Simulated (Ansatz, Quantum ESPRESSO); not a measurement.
# Charge against electrode potential for clean Au(100) and Cl-covered Au(111) slabs with PBE: linearity and position of the charge plane

A gold electrode in a capacitor or an electrochemical cell is controlled through its potential, while bonding and fields at its surface respond to its charge. Converting one into the other requires the slope of the charging line, which depends on where the added charge sits. We calculate this line with PBE for a clean Au(100) slab and for an Au(111) slab carrying a full monolayer of Cl, each facing a perfect electrode across vacuum. The potential is the electron potential at the electrode less the Fermi level of the slab, and the charge is positive where electrons are removed. The slopes are held against plain electrostatics, and the clean face at zero charge against a measured work function.

## Systems and settings

1×1 slabs of 4 to 5 layers at the tabulated measured lattice constant, clean or with the monolayer named on the upper face, top layers relaxed with Ansatz 0.2.0 under PBE. The slab faces a perfect electrode across vacuum above it and open vacuum below (effective screening medium, Quantum ESPRESSO 7.5 (pw.x), GBRV ultrasoft pseudopotentials, cutoffs 40 and 200 Ry). Charges from −3 to +6×10¹³ e/cm² are put on the slab with its atoms held; points where added electrons spill towards the electrode are left out. Spin-paired, no spin-orbit coupling. The charged runs use Marzari-Vanderbilt smearing of 0.02 Ry, k-spacing 0.21 to 0.27 Å⁻¹ (2π included); functional as named with each line.

Notes on method and selection:

- A vacuum distance d alone gives a slope of 0.181·d eV per 10¹³ e/cm², d in Å.
- At zero charge the potential is the work function of the upper face.
- Removing electrons pulls the charge plane inwards and adding them pushes it out, which bends the line slightly.
- Runs with a warning of large negative density or a flawed pseudopotential file, with a field left in the vacuum, or with open shells run without spin are not listed.
- Runs in which the search for lower states was switched off are not listed.
- Runs that did not converge, have known faults or may not be shown are not listed, and runs on Ansatz's PAW sets soft_1 and soft_2 are kept to separate tables.

Columns:

- charge (10¹³ e/cm²): charge of the slab per area, positive where electrons are removed.
- back work function (eV): vacuum level below the slab less the Fermi level.
- distance (Å): distance from the top atom to the electrode.
- potential (eV): electron potential at the electrode less the Fermi level.

## Results

| member | face | charge (10¹³ e/cm²) | back work function (eV) | distance (Å) | potential (eV) |
| --- | --- | --- | --- | --- | --- |
| −3.0 | Au(100), 5 layers (PBE) | −3.00 | 5.051 | 6.89 | 2.179 |
| −1.5 | Au(100), 5 layers (PBE) | −1.50 | 5.059 | 6.89 | 3.632 |
| +0.0 | Au(100), 5 layers (PBE) | 0.00 | 5.058 | 6.89 | 5.100 |
| +1.5 | Au(100), 5 layers (PBE) | 1.50 | 5.053 | 6.89 | 6.583 |
| +3.0 | Au(100), 5 layers (PBE) | 3.00 | 5.047 | 6.89 | 8.078 |
| +6.0 | Au(100), 5 layers (PBE) | 6.00 | 5.042 | 6.89 | 11.084 |
| −3.0 | Au(111), 4 layers, one monolayer of Cl on fcc sites (PBE) | −3.00 | 5.241 | 6.50 | 3.720 |
| −1.5 | Au(111), 4 layers, one monolayer of Cl on fcc sites (PBE) | −1.50 | 5.239 | 6.50 | 5.213 |
| +0.0 | Au(111), 4 layers, one monolayer of Cl on fcc sites (PBE) | 0.00 | 5.240 | 6.50 | 6.715 |
| +1.5 | Au(111), 4 layers, one monolayer of Cl on fcc sites (PBE) | 1.50 | 5.247 | 6.50 | 8.220 |
| +3.0 | Au(111), 4 layers, one monolayer of Cl on fcc sites (PBE) | 3.00 | 5.243 | 6.50 | 9.729 |
| +6.0 | Au(111), 4 layers, one monolayer of Cl on fcc sites (PBE) | 5.99 | 5.245 | 6.50 | 12.761 |

Least-squares fits to the whole series, with x = charge (10¹³ e/cm²); R² and errors in the fitted variable (y, or ln y where the fit is in ln y):

| y | face | members | fit | R² | rms residual | leave-one-out rms | the same for the mean of the others |
| --- | --- | --- | --- | --- | --- | --- | --- |
| potential (eV) | Au(100), 5 layers (PBE) | 6 | y = 5.119 + 0.9899 x | 1.00 | 0.020 | 0.040 | 3.5 |
| potential (eV) | Au(111), 4 layers, one monolayer of Cl on fcc sites (PBE) | 6 | y = 6.7224 + 1.0056 x | 1.00 | 0.011 | 0.022 | 3.6 |

## Interpretation

Both lines are straight to within a few hundredths of an eV over a change of about 9 eV. The potential rises by 0.990 eV per 10¹³ e/cm² on Au(100) and by 1.006 eV on the Cl-covered face. A parallel-plate model with two parameters accounts for this.

1. There is no field in the open vacuum below the slab, so the field lines of the added charge σ all end on the electrode. With σ in 10¹³ e/cm², the field above the slab is 0.181·σ V/Å.
2. The metal screens its interior, so the lower side does not notice the charging. The back work function bears this out: it stays within 0.017 eV on Au(100) and 0.008 eV on the Cl-covered slab. The net charge therefore sits on the side facing the electrode.
3. The centre of the added charge lies at a fixed height z₀ above the top atom, which leaves a gap of d − z₀ to the electrode.
4. Removing electrons makes the slab positive and raises the electron potential at the electrode by field times gap. This adds to the work function W of the upper face:

U = W + 0.181·(d − z₀)·σ

The fitted slopes give z₀. For Au(100) the gap is 0.9899 / 0.181 = 5.47 Å, so z₀ = 6.89 − 5.47 = 1.42 Å above the top gold atoms. For the Cl-covered face it is 1.0056 / 0.181 = 5.56 Å, so z₀ = 6.50 − 5.56 = 0.94 Å above the Cl atoms.

On clean gold the charge thus sits in the electron tail outside the top layer. With Cl present its centre lies outside the Cl nuclei and not at the gold beneath. This centre includes the polarisation of the Cl layer, so it does not mean that Cl alone gains or loses the electrons.

## Fixing and testing the model

For each face we fix W and the slope on the members +0.0 and +3.0, then work out −3.0 and +6.0.

Au(100):

- Slope: (8.078 − 5.100) / 3.00 = 0.9927 eV per 10¹³ e/cm².
- Member −3.0: 5.100 − 3.00 × 0.9927 = 2.122 eV. The table has 2.179 eV, which is higher by 2.179 − 2.122 = 0.057 eV.
- Member +6.0: 5.100 + 6.00 × 0.9927 = 11.056 eV. The table has 11.084 eV, which is higher by 11.084 − 11.056 = 0.028 eV.

Au(111) with Cl:

- Slope: (9.729 − 6.715) / 3.00 = 1.0047 eV per 10¹³ e/cm².
- Member −3.0: 6.715 − 3.00 × 1.0047 = 3.701 eV. The table has 3.720 eV, which is higher by 3.720 − 3.701 = 0.019 eV.
- Member +6.0, whose charge is 5.99: 6.715 + 5.99 × 1.0047 = 12.733 eV. The table has 12.761 eV, which is higher by 12.761 − 12.733 = 0.028 eV.

The largest miss, at −3.0 on Au(100), is 2% of the change in potential from zero charge (5.100 − 2.179 = 2.921 eV, and 0.057 / 2.921 = 0.02). The other three are below 1%. Two calculations per face are therefore enough to place the remaining charges to better than 0.1 eV, even at +6.0, which lies at twice the charge of the outer fixing point.

## Residuals

Largest departures from the fit to the whole series:

| member | face | potential (eV) | fit | computed − fit | in rms residuals |
| --- | --- | --- | --- | --- | --- |
| −3.0 | Au(100), 5 layers (PBE) | 2.179 | 2.149 | +0.030 | 1.5 |
| +6.0 | Au(111), 4 layers, one monolayer of Cl on fcc sites (PBE) | 12.761 | 12.746 | +0.015 | 1.4 |
| −3.0 | Au(111), 4 layers, one monolayer of Cl on fcc sites (PBE) | 3.720 | 3.706 | +0.014 | 1.3 |
| +6.0 | Au(100), 5 layers (PBE) | 11.084 | 11.058 | +0.026 | 1.3 |

All four misses have the same sign: the computed potential lies above the straight line at both ends. The lines therefore curve upwards, and the assumption that fails is the fixed height z₀. Removing electrons draws the charge plane towards the slab and widens the gap, while adding them pushes the plane out and narrows it.

The slopes between neighbouring members show how far it moves. On Au(100) the slope is (3.632 − 2.179) / 1.50 = 0.969 between −3.0 and −1.5, and (11.084 − 8.078) / 3.00 = 1.002 between +3.0 and +6.0. These put the plane at 6.89 − 0.969 / 0.181 = 1.54 Å and 6.89 − 1.002 / 0.181 = 1.35 Å above the top atoms, an inward shift of about 0.2 Å. On the Cl-covered face the slopes over the same two intervals are (5.213 − 3.720) / 1.50 = 0.995 and (12.761 − 9.729) / 2.99 = 1.014. They give 6.50 − 0.995 / 0.181 = 1.00 Å and 6.50 − 1.014 / 0.181 = 0.90 Å, a shift of about 0.1 Å.

Why the shift is smaller on the Cl-covered slab cannot be read from these two series. The slabs differ in the gold face as well as in the Cl layer, and the table has no clean Au(111) slab that would separate the two.

## Checking against experiment

| member | quantity | measured | computed, Au(100), 5 layers (PBE) | computed − measured | conditions | source |
| --- | --- | --- | --- | --- | --- | --- |
| +0.0 | potential (eV) | 5.22 | 5.100 | −0.120 | compiled values differ between sources by a tenth of an eV or more; this face reconstructs in experiment and the slab does not | [1] |

Sources:

[1] "Properties of real metallic surfaces: Effects of density functional semilocality and van der Waals nonlocality" (2017, arXiv:1702.08515)

Only one row has a measured counterpart. At zero charge the potential of Au(100) is the work function of its upper face, computed as 5.100 eV against a compiled 5.22 eV, a difference of −0.120 eV. Compiled values differ among themselves by as much, so this one comparison does not establish an error of PBE.

Two known effects would act in the direction seen. PBE tends to give work functions of noble metals that are too low, by roughly one to three tenths of an eV. In addition, real Au(100) reconstructs into a denser, nearly hexagonal top layer, which raises the work function by roughly one or two tenths of an eV, while the slab keeps the square layer. How far the second effect enters depends on whether the measured surface was reconstructed.

The relaxation of this slab carried a warning about a rough exchange-correlation potential where the density is thin. The small forces found on the relaxed layers in the charged runs, which had no such warning, speak against a serious fault in the geometry.

The slopes have no measured value beside them, and the Cl-covered face is not compared here. Its 1×1 Cl layer is packed more densely than the chlorine layers usually found on Au(111), so its zero-charge potential should not be carried over to those.

## Closing remarks

Between −3 and +6×10¹³ e/cm² a straight line serves for each face. Every point was calculated at fixed charge; the series contains no run at fixed electrode potential. The lines should not be extended to stronger negative charging, where added electrons can spill towards the electrode. Forces on the relaxed upper layers stay small at every charge, so the atoms would probably move little if released. No slab was relaxed under charge, however, so the effect of holding the atoms on the potential, and on the slight bend of the lines, remains untested.

The large omission is the electrolyte. A charge of 10¹³ e/cm² is about 1.6 µC/cm², so the slope on Au(100) corresponds to a capacitance of about 1.6 / 0.99 = 1.6 µF/cm², whereas gold in water has roughly tens of µF/cm². Water would thus cut the slope by roughly a factor of ten or more. Its contact with clean gold also lowers the potential at zero charge, by roughly some tenths of an eV.
